## Spin–orbit coupling and the stuck-together bands on the hexagonal face of magnesium

The statement that the bands of an hcp metal stick together in pairs over the whole hexagonal zone face follows from Herring's criterion (1937). It rests on the assumption that spin is a spectator. I will show where that assumption enters, drop it, and estimate the gap that opens in Mg.

### The criterion and the place of the assumption

My convention is $\{E|\mathbf t\}\psi_{\mathbf k}=e^{-i\mathbf k\cdot\mathbf t}\psi_{\mathbf k}$. The point group of $\mathbf k$ has order $h$, $T$ is time reversal, and $T^2=\epsilon$. Let $g_0$ be a space-group element whose rotation sends $\mathbf k$ to a point equivalent to $-\mathbf k$. Then $A_0=Tg_0$ is antiunitary, commutes with $H$, and returns to $\mathbf k$.

Take a one-dimensional small representation $\chi$, which is all I need. For $u$ in the group of $\mathbf k$,
$$uA_0\psi=Tg_0\,(g_0^{-1}ug_0)\psi=\chi'(u)A_0\psi,\qquad \chi'(u)=\chi(g_0^{-1}ug_0)^*.$$
Since $(g_0u)^2=g_0^2\,(g_0^{-1}ug_0)\,u$, the sum over the $h$ coset representatives is
$$\Sigma=\sum_u\chi\big((g_0u)^2\big)=\chi(g_0^2)\sum_u\chi'(u)^*\chi(u).$$
If $\chi'\neq\chi$, orthogonality gives $\Sigma=0$, and $A_0\psi$ is a degenerate partner in an inequivalent representation. If $\chi'=\chi$, setting $u=g_0^2$ shows that $\chi(g_0^2)$ is real, so $\Sigma=\pm h$. Now $A_0^2\psi=\epsilon\,\chi(g_0^2)\psi$. When this factor is $+1$, a state can be chosen invariant under $A_0$ and nothing is added. When it is $-1$, $A_0\psi$ is orthogonal to $\psi$ and the same representation occurs twice. The deciding quantity is $\epsilon\Sigma$, and the rule has the same form for any dimension.

The assumption enters at two points. If $H$ contains no spin, $T$ may be taken as complex conjugation $\mathcal K$ with $\epsilon=+1$, and $\chi$ is single-valued. Then $+h$, $0$, $-h$ mean no extra degeneracy, pairing, doubling. With spin–orbit coupling only $\Theta=-i\sigma_y\mathcal K$ survives, $\epsilon=-1$, the squares are taken in the double group, and $+h$ and $-h$ exchange roles.

### A general point of the face

Put the origin at the inversion centre, with atoms A and B at $\pm\boldsymbol\rho$, $\boldsymbol\rho=(0,a/\sqrt3,c/4)$, and $x$ along a lattice vector. Take $\mathbf k=(k_x,k_y,\pi/c)$. Its group holds $E$ and the mirror $m=\{\sigma_h|c/2\}$ in the plane of the A atoms, so $h=2$. The elements reversing $\mathbf k$ are the inversion $I$ and the screw $s=\{C_{2z}|c/2\}$.

Without spin, $I^2=E$ and $s^2=\{E|\mathbf c\}$ with character $e^{-i\pi}=-1$. So $\Sigma=1-1=0$, and the mirror-even state ($\eta=+1$) pairs with the mirror-odd state ($\eta=-1$). Counting spin there are four states.

With spin, $s^2=\{\bar E|\mathbf c\}$ has character $(-1)(-1)=+1$. So $\Sigma=+2=+h$, which now means doubling. Each of the representations $m=\pm i$ occurs twice, and nothing ties one to the other. Four states may split as $2+2$.

The method of invariants gives the form of the splitting. Use Pauli matrices $\eta_i$ for the orbital pair and $\sigma_i$ for spin, so $m=-i\eta_z\sigma_z$. Because $mI=\{E|\mathbf c\}Im$, the two anticommute on the face, and $I\Theta$ acts as $-i\eta_x\sigma_y\mathcal K$. This leaves $\eta_x,\eta_y$ unchanged and reverses $\eta_z$ and every $\sigma_i$. The allowed matrices are $1,\eta_x,\eta_y,\eta_z\sigma_i$. The mirror keeps $1$ and $\eta_z\sigma_z$ on the face, and $\eta_{x,y}$ times the distance $q_z$ from it. A phase choice removes $\eta_y$, and $q_z\eta_z\sigma_{x,y}$ is small in both $q_z$ and the coupling. Hence
$$H=E_0+\hbar v_zq_z\,\eta_x+\tfrac12\Delta(\mathbf k)\,\eta_z\sigma_z,\qquad E=E_0\pm\sqrt{(\hbar v_zq_z)^2+\Delta^2/4}.$$

**Question.** *Does the gap open everywhere on the face?*

No. On the line A–L ($k_x=0$) the mirror $x\to-x$ carries no translation, keeps $\eta_z$ and reverses $\sigma_z$, so $\Delta=0$ there. Threefold symmetry gives three such nodal directions, and near A the leading term is $\Delta\propto k_x(k_x^2-3k_y^2)$. Cohen and Falicov made this analysis for the hcp metals.

### The first correction at H

Near the nuclei a conduction state carries a piece of the 2p core shell, through orthogonality. Keep the core–core part of the spin–orbit operator, $\zeta\,\mathbf L\cdot\boldsymbol\sigma/2$ within the 2p shell, with $\mathbf L$ in units of $\hbar$. The overlap of a Cartesian core orbital $p_a$ with $e^{i\mathbf k\cdot\mathbf r}$ is $iBk_a$, and $(L_c)_{ab}=-i\epsilon_{cab}$. For waves normalised in the crystal, with atomic volume $\Omega_0$,
$$\langle\mathbf k'|W|\mathbf k\rangle=-i\lambda\,S(\mathbf k'-\mathbf k)\,\boldsymbol\sigma\cdot(\mathbf k'\times\mathbf k),\qquad \lambda=\frac{\zeta B^2}{2\Omega_0},\qquad S(\mathbf G)=\cos\mathbf G\cdot\boldsymbol\rho .$$
The two waves at $k_z=\pm\pi/c$ differ by $(0001)$, where $S=\cos(\pi/2)=0$. A two-wave model therefore has no gap at all, and other waves must come in. They do so most strongly at the corner H, where six waves are degenerate: $\mathbf K_l=K(\cos\theta_l,\sin\theta_l)$, $\theta_l=2\pi l/3$, $K=4\pi/3a$, each with $k_z=\pm\kappa$, $\kappa=\pi/c$. The in-plane part of $\mathbf K_l\cdot\boldsymbol\rho$ equals $\theta_l$ modulo $2\pi$.

Form the mirror-even waves $(e^{-i\pi/4}|l+\rangle+e^{i\pi/4}|l-\rangle)/\sqrt2$, which have an antinode on the A plane and a node on the B plane. With local form factors $v_1=v(10\bar10)$, $v_2=v(10\bar11)$ and $\delta=\theta_j-\theta_l$, the elements for $j\ne l$ are
$$V_{jl}=v_1\cos\delta-iv_2\sin\delta,\qquad W_{jl}=i\lambda K^2\sigma_z\sin\delta\;e^{-i\delta}.$$
Both matrices are circulant. The vector $c_l=e^{i(\mu-1)\theta_l}/\sqrt3$ has angular momentum $\mu$ (modulo 3) about A, and the sums over $\delta=\pm2\pi/3$ give

| $\mu$ | $V$ | $W$ |
|---|---|---|
| $-1$ | $\tfrac12v_1-\tfrac32v_2$ | $-\tfrac32\lambda K^2\sigma_z$ |
| $+1$ | $-v_1$ | $+\tfrac32\lambda K^2\sigma_z$ |
| $0$ | $\tfrac12v_1+\tfrac32v_2$ | $0$ |

The odd sector is the image under $I\Theta$, with the same $V$ and the opposite sign of $W$. That is the $\eta_z\sigma_z$ term, and for the two p-like levels
$$|\Delta_H|=3\lambda K^2=\frac{3\zeta B^2K^2}{2\Omega_0}.$$
The lowest level is $p_-$ on layer A paired with $p_+$ on layer B. The orbital moments cancel over the pair, but spin–orbit coupling sees each layer separately.

**Question.** *At H the pairs are two-dimensional representations already. Is time reversal doing anything there?*

It is not needed there. At H and along A–H the glide $\{y\to-y\,|\,c/2\}$ anticommutes with $m$ and enforces the pair. Time reversal carries the pairing to general points. The glide reverses both $\eta_z$ and $\sigma_z$, so the same invariant is allowed, and $\Delta_H$ is the value at the corner of the function $\Delta(\mathbf k)$.

**Question.** *You dropped $\sigma_x$ and $\sigma_y$.*

Inside the quartet they vanish by the invariant analysis. Outside it they couple the $p_z$ amplitude of the even $\mu=-1$, spin-down state on atom B to the $p_-$, spin-up state of the middle level. Write $\mathbf u=\sum c_{\mathbf k}\mathbf k\,e^{i\mathbf k\cdot\mathbf R}$ for the p amplitude at atom $\mathbf R$, so that matrix elements are $\tfrac12\lambda\sum_{\mathbf R}\mathbf u'^\dagger(\mathbf L\cdot\boldsymbol\sigma)\mathbf u$. The two amplitudes have $|\mathbf u|^2=6\kappa^2$ and $3K^2$, and the element of $\mathbf L\cdot\boldsymbol\sigma$ is $\sqrt2$. The coupling is $3\lambda K\kappa$. It lowers the upper doublet by $(3\lambda K\kappa)^2/D$, where $D=\tfrac32(v_2-v_1)$ is the distance to the middle level.

### Numbers for magnesium

The inputs are typical values: $a\approx3.21$ Å, $c\approx5.21$ Å, $v_1\approx0.014$ Ry, $v_2\approx0.036$ Ry. Then $K=1.305$ Å$^{-1}$, $\kappa=0.603$ Å$^{-1}$ and $\Omega_0=23.25$ Å$^3$. The free-electron energy at H is $7.87$ eV and the free-electron Fermi energy for two electrons per atom is $7.11$ eV. The three levels shift by $-0.64$, $-0.19$ and $+0.83$ eV, so $D=0.45$ eV. The lowest level lies at $7.23$ eV, close to the Fermi energy, and it is the one that matters for the Fermi surface.

For the core I take one Slater function $R=Nre^{-\gamma r}$, $N^2=4\gamma^5/3$. The integral $\int_0^\infty r^3j_1(kr)e^{-\gamma r}dr=8\gamma k/(\gamma^2+k^2)^3$, multiplied by $4\pi N\sqrt{3/4\pi}/k$, gives
$$B=\frac{32\sqrt\pi\,\gamma^{7/2}}{(\gamma^2+k^2)^3}.$$
An approximate exponent is $\gamma\approx3.83\,a_0^{-1}$. An approximate 2p doublet splitting is $\tfrac32\zeta\approx0.28$ eV, so $\zeta=0.187$ eV. At H, $k^2=0.579\,a_0^{-2}$, $K^2=0.477\,a_0^{-2}$, $\Omega_0=157\,a_0^3$ and $B^2=3.09\,a_0^5$. The model's gap is
$$|\Delta_H|=2.6\ \text{meV},$$
which is $k_B$ times about $30$ K. The second-order spin-flip shift is $0.003$ meV and can be forgotten.

**Question.** *How far do you trust the second digit?*

I do not. There are four neglected items. First, the orthogonalised wave is the plane wave minus its core projection, and I kept only core–core. Near the nucleus the core piece exceeds the smooth piece by $BN\sqrt{3/4\pi}=32\gamma^6/(\gamma^2+k^2)^3=28.5$. With an unscreened coupling $\propto r^{-3}$ and $j_1$ taken linear, the radial integrals are $1/4\gamma^2$ for core–core and $1/\gamma^2$ for each of the two cross terms. The relative correction is $-8/28.5=-0.28$. Screening makes the coupling fall faster and shrinks this number. The smooth–smooth term, cut off at $r_c=1\,a_0$, is $2\gamma^2r_c^2/28.5^2=0.04$.

Second, normalisation. The core weight in the state is $B^2(3K^2+6\kappa^2)/2\Omega_0=0.02$, which is negligible.

Third, higher plane waves. The next shell, at $k_z=\pm3\kappa$, lies $11$ eV higher. Amplitudes of order $v_2/11\ \text{eV}=0.04$ change $\Delta_H$ by something like a tenth.

Fourth, and largest, the orbital. $B^2$ goes roughly as $\gamma^{-5}$ because the overlap weights the tail, and an energy-optimised single exponent makes the tail too short. An illustrative $\gamma=3.4\,a_0^{-1}$ gives $B^2=5.28\,a_0^5$ and $4.5$ meV. The model's result is a few meV. Values typically quoted for the largest gap on this face in Mg are near 5 meV, so the model with $\gamma=3.83\,a_0^{-1}$ is low by about a factor of two.

**Question.** *And away from the corner?*

Move a distance $q$ from H toward A. Wave $l=0$ drops below the other two by $3E_Kq/K$, where $E_K=\hbar^2K^2/2m_e=6.49$ eV. The gap now needs one $W$ and one $V$. The cross product is $(K-q)K\sin\theta_l$, so $W_{0l}=-i\lambda\sigma_z(K-q)K\sin\theta_l\,e^{i\theta_l}$, and $V_{l0}=-v_1/2-iv_2\sin\theta_l$. Each of the two waves gives $\mathrm{Re}\,W_{0l}V_{l0}=\tfrac38(v_2-v_1)\lambda\sigma_z(K-q)K$. The second-order energy is twice their sum over minus the denominator, and the gap is twice its magnitude:
$$\frac{|\Delta(q)|}{|\Delta_H|}=\frac29\left(1-\frac qK\right)\frac{D}{E_K\,q/K}.$$
At $q=0.2K$ this is $0.06$. Diagonalising the $3\times3$ matrix at fixed $\lambda$ gives $0.08$. Near A the formula fails, since six in-plane neighbours compete there and the gap must vanish as the cube of the distance from A. The lesson is that the gap is concentrated at the corners and is a fraction of a meV or less over most of the face.

**Question.** *So which zone should one draw, the single one or the double one?*

It depends on the magnetic field. With $\mathcal B$ in the basal plane the orbit crosses the face at the rate $\dot q_z=e\mathcal Bv_\perp/\hbar$, where $v_\perp$ is the in-plane velocity normal to the field. The diagonal splitting $2\hbar v_zq_z$ sweeps at the rate $2ev_zv_\perp \mathcal B$. The Landau–Zener probability of jumping the gap is $e^{-\mathcal B_0/\mathcal B}$ with
$$\mathcal B_0=\frac{\pi\Delta^2}{4\hbar e\,v_zv_\perp}.$$
Free-electron velocities $\hbar\kappa/m_e=7.0\times10^5$ m/s and $\hbar K/m_e=1.51\times10^6$ m/s with $2.6$ meV give $8$ mT. This is an order of magnitude only. Exactly at H, $v_z$ vanishes for the lowest pair, because $k_z$ connects even and odd states with the same $c_l$ and the two partners have different $c_l$. Away from H, $v_z$ recovers while $\Delta$ falls. The Zeeman splitting $2\mu_B\mathcal B$ at 8 mT is $0.9\ \mu$eV and plays no part. In the tesla fields of quantum-oscillation work the electron ignores the gap, and the single-valued answer with its double zone describes the orbits. Well below $\mathcal B_0$ and at a few kelvin, orbits crossing near H follow the spinor answer.

**Question.** *Does any of this carry over to ruthenium wiring or to GaN?*

The symmetry part does. Ru has the same space group, so the invariant $\eta_z\sigma_z$ and the nodal lines A–L are the same. The estimate does not carry over, because the states are 4d and not nearly free. With a typical 4d coupling of order 0.1 eV one should use spinor representations from the start. Wurtzite GaN lacks both $I$ and $m$, so $h=1$ at a general point of the face and only the screw reverses $\mathbf k$. Single-valued, $\Sigma=-1=-h$, which is doubling. For spinors $\Sigma=+1=+h$, which is again doubling. There the four states also split as $2+2$, and the surviving doublets are held together by $\Theta s$ alone, only on the face.